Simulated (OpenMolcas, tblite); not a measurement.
## C4H4Si (SMILES C#C[SiH2]C#C): methods side by side

C4H4Si: 9 atoms, total charge 0, spin state singlet. SMILES: `C#C[SiH2]C#C`. The shape is that of a PBE0-D4/def2-TZVP optimisation.

Each level gives the HOMO–LUMO gap (eV). The values are calculated.

```tsv
level	kind	program	value (eV)	CPU time
IPEA1-xTB	semi-empirical	tblite	5.95	under 2 s
HF/cc-pVDZ	Hartree–Fock	OpenMolcas	14.33	7.5 s
SVWN5/cc-pVDZ	LDA	OpenMolcas	5.66	21 s
PBE/cc-pVDZ	GGA	OpenMolcas	5.74	29 s
r2SCAN/cc-pVDZ	meta-GGA	OpenMolcas	6.20	39 s
M06-2X/cc-pVDZ	hybrid meta-GGA	OpenMolcas	10.06	35 s
B2PLYP/cc-pVDZ	double hybrid	OpenMolcas	10.32	21 s
```

The values span 5.66 to 14.33 eV. Orbital gaps aren't excitation energies, and those of double hybrids come from the SCF part alone; they tend to grow with the share of exact exchange. CPU times are rough (shared hosts, several kinds of processor): they show what a rung costs within a factor of a few.

The semilocal functionals agree closely, from 5.66 eV with SVWN5 to 6.20 eV with r2SCAN, whereas Hartree–Fock gives 14.33 eV. Much of this spread reflects how each method treats both the occupied and the empty orbitals, and need not mean a different picture of the bonding. In a semilocal potential, occupied and virtual orbitals feel nearly the same field. In Hartree–Fock, an occupied orbital is freed from its own repulsion, while a virtual one feels all the electrons and is pushed up towards an electron-attachment level. M06-2X and B2PLYP, with similar shares of exact exchange, accordingly lie close together in between.

The frontier orbitals are probably ethynyl π and π* in character, the latter mixed with σ* orbitals at silicon. The saturated SiH2 bridge interrupts ordinary π conjugation, which helps keep the gap wide. The IPEA1-xTB value falls within the semilocal range, but this doesn't independently confirm those gaps. Without diffuse functions in the basis, the Hartree–Fock gap in particular may be too large, since its LUMO is probably unbound.
